## What is computed

A chemical shift $\delta$ compares the magnetic shielding $\sigma$ of a nucleus with that of the same element in a reference compound: $\delta = \sigma_\text{ref} - \sigma$. A lower shift therefore means a better shielded nucleus. Here the shieldings come from density-functional theory, for four shapes (conformers) of the flexible chain (CH₃)₂CH–SiH₂–PH–SiH₃. The averaged shift weights each conformer by its population.

GIAO shieldings from PySCF 2.14.0 at the PBE0/pcSseg-1 level for four conformers of (CH₃)₂CH–SiH₂–PH–SiH₃ without solvent, at GFN2-xTB geometries from tblite 0.8.0. The average uses Boltzmann weights at 298.15 K from PBE0-D3(BJ)/pcSseg-1 energies with GFN2-xTB free-energy terms. The count is the number of nuclei sharing a row.

```csv
atom,nucleus,count,reference,shift in conformer 1 (ppm),shift in conformer 2 (ppm),shift in conformer 3 (ppm),shift in conformer 4 (ppm),averaged shift (ppm)
1,13C,2,TMS,21.40,21.90,21.70,21.70,21.70
2,13C,1,TMS,15.60,18.90,15.80,18.20,17.00
4,29Si,1,TMS,-23.80,-30.80,-31.40,-25.10,-27.90
5,31P,1,PH3,-57.50,-42.90,-46.90,-46.30,-48.70
6,29Si,1,TMS,-73.40,-82.40,-83.00,-74.20,-78.50
1,1H,6,TMS,1.12,1.26,1.17,1.11,1.17
2,1H,1,TMS,1.23,1.02,0.99,1.13,1.09
4,1H,2,TMS,4.51,4.18,4.35,4.36,4.35
5,1H,1,TMS,0.08,0.12,0.24,0.26,0.16
6,1H,3,TMS,4.16,4.12,4.07,4.16,4.13
```

Atoms 1 and 2 are the methyl and CH carbons, 4 is the silicon of SiH₂, 5 is phosphorus and 6 is the silicon of SiH₃. In the ¹H rows the number names the atom that carries the hydrogens. Two torsion angles describe the shape. One places a methyl relative to phosphorus, looking along the C2–Si4 bond. The other, called $\phi$ below, places the SiH₃ silicon relative to the CH carbon, looking along the Si4–P bond.

## Three nuclei, three groupings

The heavier nuclei do not agree on which conformers are alike. Phosphorus singles out conformer 1. Both silicons put 1 with 4 and 2 with 3, while the CH carbon puts 1 with 3 and 2 with 4. This suggests that the nuclei respond to different features of the shape, and neither listed torsion alone orders the whole table.

## Phosphorus and the gauche methyls

A well-known rule for flexible chains is the γ-gauche effect. A nucleus is usually better shielded when an atom three bonds away is gauche (torsion near 60°) than when it is anti (near 180°). The gauche position brings the two ends close together and changes how the bonds between them overlap, and both alter the electron cloud around the nucleus.

Phosphorus has two methyl carbons three bonds away. The listed torsion fixes one of them, and the other sits roughly 125° further round, on one side or the other. In conformer 2 the first methyl is anti, so the second is gauche on either side. For the other three, the choice that leaves the bonds better staggered gives two gauche methyls in conformer 1 and one each in conformers 3 and 4.

The phosphorus shifts follow this count. Conformer 1 lies at −57.5 ppm, about 12 ppm below the mean of the other three, which differ among themselves by up to 4 ppm. The second methyl's place is inferred from staggering, so the γ-gauche effect is a plausible reading of this gap and not a demonstrated cause. The orientation of the phosphorus lone pair could also contribute.

## One torsion seen from its two ends

The CH carbon and the SiH₃ silicon are the two ends of the torsion $\phi$. It is anti in conformer 2 (167°) and gauche in conformer 3 (66°). Between these two the carbon becomes better shielded by 3.1 ppm, in the direction the rule predicts, though a different setting of the isopropyl group could contribute. The silicon at the other end changes by only 0.6 ppm.

The two ends have different views. The carbon faces phosphorus, which carries a silyl group, a hydrogen and a lone pair. These three are very unlike, so it matters which of them lies opposite the carbon. The SiH₃ silicon faces Si4, which carries one carbon and two hydrogens. The small change suggests that this silicon hardly tells these three bonds apart. That is an assumption read from the numbers and not a general rule, since phosphorus does seem to distinguish a methyl from a hydrogen on the CH carbon.

## Silicon and the stagger

If the three bonds on Si4 were exactly alike, turning that group by 120° would restore the same surroundings for both silicons. Their shifts would then repeat three times per full turn. The simplest function that does so, and treats left and right turns equally, is

$$\delta(\phi) = A + B\cos 3\phi .$$

Treating left and right alike is a further assumption, because phosphorus carries a hydrogen on one side of its silyl group and a lone pair on the other. The cosine is −1 when the P–SiH₃ bond is perfectly staggered against the bonds on Si4, and +1 when one of them eclipses it. Conformers 2 and 3 are close to staggered. Conformers 1 and 4, with $\phi$ at 95° and −95°, are turned 35° away from it, more than halfway to eclipsing.

For the SiH₃ silicon, conformers 1 and 3 fix the two constants. Their cosines are 0.26 and −0.95, so

$$B = \frac{-73.4-(-83.0)}{0.26-(-0.95)} \approx 7.9\ \text{ppm}.$$

Conformer 2 was not used. Its cosine is −0.78, a little above that of conformer 3, so its shift should lie a little above −83.0 ppm. The calculation gives −82.4 ppm, and the formula misses this value by 0.8 ppm, against a swing of nearly 10 ppm. Conformer 4 should equal conformer 1, and it too is within 0.8 ppm. The same steps for the SiH₂ silicon miss by at most 1.3 ppm. This is a modest test. The threefold form was chosen with all four conformers in view, and they fall into only two groups, so they show the pairing but not the shape of the curve.

An approximate threefold symmetry would account for the way the silicon shifts fall into these pairs, but not for the weaker shielding of the less staggered pair. A plausible guess is that turning the bonds changes their overlap with the phosphorus lone pair. The absolute silicon shifts may be off by tens of ppm, but an error common to all conformers cancels in these differences. Errors in the twist angles, which come from approximate GFN2-xTB geometries, would not cancel and could change the size of the gap.

The CH carbon has no reason to follow the threefold rule, because it is itself one of the three arms. A turn by 120° can carry it from anti to gauche, into a different place among the groups on phosphorus. The formula would give it almost the same shift in conformers 2 and 3, and it misses the computed change of about 3 ppm.

## The irregular carbon

Conformers 1 and 4 have the same size of $\phi$ with opposite signs, yet their CH carbons differ by 2.6 ppm. Only a full mirror image must have identical shifts, and that requires reversing every torsion and the handedness of the pyramidal phosphorus. Conformer 4 is not the mirror image of conformer 1, so the two need not agree.

In conformer 4 the carbon stays within 0.7 ppm of its anti value. This may mean that the γ-gauche effect has largely faded at 95°, where the chain ends are further apart than at 66°. The lower shift in conformer 1 would then come from its different isopropyl arrangement. The place of the hydrogen on phosphorus is not listed and may differ too, so this division remains a guess.

## What the average hides

When the conformers interchange quickly, each nucleus shows a single averaged shift, the population-weighted mean. For the SiH₃ silicon this is −78.5 ppm, roughly midway between the staggered and the twisted pair. None of the four conformers has a shift within 3 ppm of it. The averaged shift records a mixture, and reading it as the shift of one preferred shape would be wrong.

The order of the four populations is not secure. Conformers 1 and 2 are level within the energy noise, and the error of the method may exceed the gaps to the other two. Equal weights would move the phosphorus average by only 0.3 ppm, but a larger change in the share of conformer 1 would move it more, because that conformer lies so far from the rest. The choice of conformers matters too, because three further shapes, with 22.5 % of the weight in the preliminary tight-binding search, were left out. If they all resembled conformer 1, the phosphorus average would fall by about 2 ppm.
